**Why 4f⁴6s² is the lowest configuration of neodymium, and which steps of the order are safe**

The repulsion between two electrons in different spherical shells scales as $1/r_>$, the inverse radius of the outer one. In neodymium the 4f shell has a mean radius near 1 bohr, 5d near 3 bohr, 6s near 4 and 6p between 5 and 6. Write the energy to second order in the occupations $n_i$, with levels $\varepsilon_i$ and effective repulsions $U_{ij}$, and move $x$ electrons from 4f into an outer shell $o$:

$$E(x)=ax+bx^2,\qquad a=\varepsilon_o-\varepsilon_{4f}\ \text{at } x=0,\qquad b=\tfrac12\,(U_{ff}+U_{oo}-2U_{fo}).$$

Both $U_{oo}$ and $U_{fo}$ are of order $1/r_o$, so $b\approx\frac12(U_{ff}-1/r_o)$. Two limits bracket the behaviour. If donor and acceptor have similar radii, the three repulsions cancel, $b\to0$, and a promotion costs the level gap $a$. If the acceptor is infinitely far out, the transfer is an ionisation and $b$ reaches its largest value, $U_{ff}/2$. The 6s→6p promotion should sit near the first limit, 4f→6p nearer the second, and 4f→5d between them.

Neutral Nd atom in several electron configurations, computed with Quantum ESPRESSO ld1.x 7.5: all-electron Kohn-Sham with the revPBE functional, scalar-relativistic, spin-unpolarised, with spherical densities and a point nucleus. Relative energies are differences of self-consistent total energies; the highest eigenvalue is that of the topmost occupied Kohn-Sham level.

| configuration | energy above the lowest configuration listed (eV) | highest eigenvalue (eV) | highest level |
| --- | --- | --- | --- |
| [Xe] 4f4 6s2 | 0.000 | n/a | n/a |
| [Xe] 4f3.5 6s2 6p0.5 | 1.083 | -1.7191 | 6p |
| [Xe] 4f3 5d1 6s2 | 1.855 | -2.8865 | 5d |
| [Xe] 4f4 6s1 6p1 | 2.284 | -1.7693 | 6p |
| [Xe] 4f3 6s2 6p1 | 4.015 | -2.1800 | 6p |
| [Xe] 4f2 5d2 6s2 | 8.398 | -3.9071 | 5d |
| [Xe] 4f2 5d1 6s2 6p1 | 11.645 | -2.2456 | 6p |

The energy above the lowest configuration listed is a difference of self-consistent total energies from spherical, spin-unpolarised, scalar-relativistic revPBE runs. The highest eigenvalue is the Kohn-Sham energy of the topmost occupied level, which the last column names. All rows are neutral atoms treated alike, and none is a spectroscopic level.

**What happens**

4f⁴6s² is the lowest of the rows listed; 4f⁴5d¹6s¹, another natural competitor, was not run. Since 5d turns out below to be nearly level with 4f in 4f⁴6s², its 6s→5d promotion should cost about as much as the first 4f→5d transfer, so second place overall is left open. Among the integer occupations listed, 4f³5d¹6s² follows at 1.855 eV and 4f⁴6s¹6p¹ at 2.284 eV, and the rows with two 4f electrons lie above 8 eV. At both 4f counts where the comparison can be made, 5d is a cheaper place for the outer electron than 6p, by 2.160 eV for 4f³ and by 3.247 eV for 4f². The row 4f³·⁵6s²6p⁰·⁵ is a point halfway along a transfer path; it is not a state of the atom, and its second place is not a rank.

The highest eigenvalue does not rank the rows. 4f²5d²6s² has the deepest one and lies 8.398 eV up, while in 4f⁴6s² the topmost occupied level is 4f at only −1.73 eV, above 6s at −3.46 eV. Neither is an ionisation energy, which for Nd is roughly 5.5 eV as a recalled value. In each of the other rows the partly empty 4f level lies below an occupied 5d or 6p level, so each can lower its energy by passing charge down into 4f.

**Why: the cost of emptying 4f is mostly curvature**

The same runs give the 4f level directly. Along 4f⁴6s², 4f³5d¹6s², 4f²5d²6s² it falls from −1.73 to −6.88 to −13.04 eV, and its mean radius shrinks from 1.129 to 1.000 to 0.924 bohr. A 4f electron screens the nucleus well for the other 4f electrons; once moved outside them it hardly does, so those that remain drop and contract. The 5d level falls far less, from −2.89 to −3.91 eV in the second step. The gap between donor and acceptor therefore opens by about 5 eV per electron moved, and the second 4f→5d transfer costs 6.543 eV against 1.855 eV for the first.

That the radius of the acceptor acts through simple outer screening is shown by a comparison at fixed 4f count. A charged shell raises the potential inside it by a constant. Replacing 5d by 6p in the 4f³ atom lowers the 4f level by 3.14 eV and the 1s level by 3.13 eV; in the 4f² atom both shift by 3.39 eV. Levels whose radii differ by a factor of about forty move together, as a constant interior potential requires. The unrelaxed estimate from the difference in $\langle 1/r\rangle$ of 6p and 5d is 6.03 eV, about twice the shift found. The reduction is relaxation: the other shells contract and so raise the interior potential again, and the changes in $\langle 1/r\rangle$ of 5p, 6s and 4f, in falling order of weight, make up nearly all of the difference. Bare radii thus give the sign and the order of size of the $U_{ij}$ and no more.

The limits come out in the expected order. For 6s→6p the level gap in 4f⁴6s¹6p¹ is 2.329 eV. In the quadratic form this end-point gap is $a+2b$ and the energy is $a+b$, so $b\approx2.329-2.284=0.045$ eV, close to the equal-radius limit. A parabola passed exactly through the three energies of each 4f path gives $b=2.3$ eV for 4f→5d and 3.7 eV for 4f→6p. A cubic, fitted by least squares to the two excited-row energies and two level gaps of each path, gives 1.8 and 2.9 eV. The values depend on the form of the fit and the two paths span different ranges of $x$, but the order is the same in both forms.

The same picture accounts for the growing preference for 5d. Each 4f electron removed exposes more nuclear charge, and 5d, lying closer in than 6p, gains more from it. The rise from 2.160 to 3.247 eV is consistent with this, though the second pair also carries a spectator 5d electron, so the two effects are not separated.

**A check without parameters**

Janak's theorem, $\partial E/\partial n_i=\varepsilon_i$, turns levels into energies. If the levels are linear in the occupations, integration along a straight path gives

$$\Delta E=\sum_i \Delta n_i\,\tfrac12\left(\varepsilon_i^{\rm start}+\varepsilon_i^{\rm end}\right).$$

Take 4f³5d¹6s² → 4f²5d²6s². The 5d–4f gap at the start is $-2.8865+6.8782=3.992$ eV, and at the end $-3.9071+13.0423=9.135$ eV. The mean is 6.563 eV; the total energies give $8.398-1.855=6.543$ eV. Nothing is fitted, and the error is 0.020 eV. The starting gap alone would fall short by 2.55 eV.

Four pairs of rows were tested in this way. Three agree within about 0.02 eV, but two of these start from the half-transfer row and move only half a 4f electron, which makes them easier tests. The worst is the 4f→6s transfer 4f⁴6s¹6p¹ → 4f³6s²6p¹, where the rule gives 1.867 eV against 1.731 eV, 8 % too high relative to the total-energy difference. There the starting gap is −1.191 eV and has the wrong sign altogether. The rule neglects cubic terms, and Janak's theorem holds only approximately for a scalar-relativistic density built from large components; the half-transfer row points to the first as the source of the 0.136 eV. Taken in two steps through that row, the same change comes out as $2.930-1.194=1.736$ eV, within 0.005 eV of the totals. A failure of Janak's theorem would follow the net change in occupations and enter both routes about equally, whereas the cubic error shrinks when the 4f change is split. Since levels and totals come from the same functional, the agreement shows that the energy is nearly quadratic in the occupations. It says nothing about accuracy against nature.

Applied backwards to the first 4f→5d step, the rule gives a starting gap of $2\times1.855-3.992=-0.28$ eV; the parabola gives −0.49 eV and the cubic −0.09 eV. All three are small beside 1.855 eV, so within this method 5d and 4f are nearly level in 4f⁴6s² and the whole promotion energy is curvature. A negative $a$ would place a slightly fractional 5d filling below the integer configuration, by 0.026 eV in the parabola and 0.001 eV in the cubic. This is an extrapolation whose depth is no larger than about the numerical error of the totals, and its sign is a guess until a run with a small 5d occupation is made.

The half-transfer row displays the curvature itself. It lies 0.92 eV below the midpoint, $4.015/2$, of its integer end points, which is $b/4$ by construction of the parabola. A statistical mixture of the two end configurations would lie on the chord. The sag is the convexity typical of semilocal functionals with self-interaction error, and it lets fractional rows undercut integer ones. For the same reason the division of a promotion energy into slope $a$ and curvature $b$ belongs to the functional; only the sum $a+b$ refers to integer configurations.

**How safe the order is**

Numerical error does not threaten it. Totals under gradient-corrected functionals lie 0.005 to 0.024 eV low here, and the smallest spacing between integer rows is 0.429 eV.

The functional is a larger concern for pairs that differ in 4f count. Because the energy is stationary in the density, scaling the exchange-correlation energy by $1+\eta$ shifts a difference by $\eta\,\Delta E_{xc}$ to first order, and a pair reverses when $|\eta|$ reaches $|\Delta E/\Delta E_{xc}|$. From 4f⁴6s² to 4f³5d¹6s² the runs give $\Delta E_{xc}=+8.92$ eV, so the remaining terms favour 4f³5d¹6s² by $8.92-1.855\approx7.1$ eV and the order is a balance of large parts. It would reverse if $\Delta E_{xc}$ were 21 % smaller. The pair 4f³5d¹6s² and 4f⁴6s¹6p¹ reverses if its $\Delta E_{xc}$ of −8.10 eV is 5 % larger in size, and 4f⁴6s¹6p¹ against 4f³6s²6p¹ needs a 15 % change. The 6s→6p promotion has $\Delta E_{xc}$ of only 0.82 eV and would need an error of 279 %. These ratios measure sensitivity. With one functional in the table, the true error is not measured.

Spin polarisation is left out of all rows, and it acts unequally. With an exchange parameter $I$, a moment $m$ splits the spin levels by $Im$; raising $m$ by $dm$ moves $dm/2$ electrons across that gap, and integration gives a gain of $IM^2/4$. For high-spin 4f shells this is $4I$ for 4f⁴, $2.25I$ for 4f³ and $I$ for 4f². Every step that empties 4f therefore loses exchange energy, $1.75I$ for the first, offset in part by 4f–5d exchange, which is weaker because the shells overlap little. Theory thus argues that spin polarisation widens the lead of 4f⁴6s² over the 4f³ and 4f² rows. It works against the 0.429 eV spacing: counting 4f exchange alone, 4f⁴6s¹6p¹ passes below 4f³5d¹6s² once $I>0.429/1.75=0.245$ eV. A rough recalled size for 4f shells is 0.6 to 0.7 eV, so a swap in a spin-polarised run looks likely, but 4f–5d exchange on one side and 6s–6p exchange on the other are left out of this count and the swap is untested.

Terms and spin-orbit coupling are absent as well. The Hund ground terms of f³ and f⁴ both have $L=6$, and the first-order lowering of the lowest level of a less than half-filled shell, $\zeta(L+1)/2$ with $\zeta$ the one-electron spin-orbit constant, then largely cancels in the 4f part. What is left, together with the coupling of the 5d or 6p electron, may still matter on the scale of 0.4 eV.

The real atom has a 4f⁴6s² ⁵I₄ ground level, in line with the table. As rough recalled values, the lowest 4f³5d6s² level lies near 0.8 eV and the lowest 4f⁴6s6p level near 1.7 eV, the same order as here. A lowest level is not comparable with a spherical average, and the agreement in order deserves little credit, since adding spin alone would push 1.855 eV further from 0.8 eV. Something left out or misjudged in these runs must then account for the lower value in nature. The orbital part of the 4f–5d multiplet splitting and a semilocal bias towards filling the compact shell are both candidates; which matters more is a guess, and the functional should not be blamed before terms and spin-orbit coupling are in.

**What would reverse it, and what to do**

4f³5d¹6s² wins when $a+b$ plus the exchange loss turns negative. Since $b$ is positive and set by the contrast in radii, this needs a 4f level well above 5d at the start, or an exchange term of the opposite sign. The first is the situation at the beginning of the lanthanide series, where less nuclear charge holds 4f higher. The second arises just past half filling, where f⁸→f⁷ raises the 4f moment from 6 to 7, which is the familiar reason for the 5d electron of gadolinium. Removing outer electrons should work the other way, since by the screening argument it lowers the inner 4f level more than 5d.

For practice, rank configurations by total energies, or by level gaps averaged over both end points; a gap read from the starting row erred by 0.57 to 2.92 eV in the four tests. Keep fractional rows for slopes and curvature and out of any ranking. Treat comparisons at fixed 4f count as the more dependable ones for the order, though not for the value, since 4f–5d and 6s–6p exchange are still missing; 4f–4f exchange and most of $\Delta E_{xc}$ cancel in them: for 5d→6p at 4f³ the change is $12.24-8.92=3.32$ eV against a cost of 2.160 eV. Take 4f⁴6s² as the reference configuration, but do not use 1.855 eV as an excitation energy. Before relying on the order of 4f³5d¹6s² and 4f⁴6s¹6p¹, repeat both with spin polarisation and with a second functional. When building a pseudopotential, expect the 4f level to move by 5 to 8 eV per 4f electron removed, and test transferability across 4f occupations for that reason.
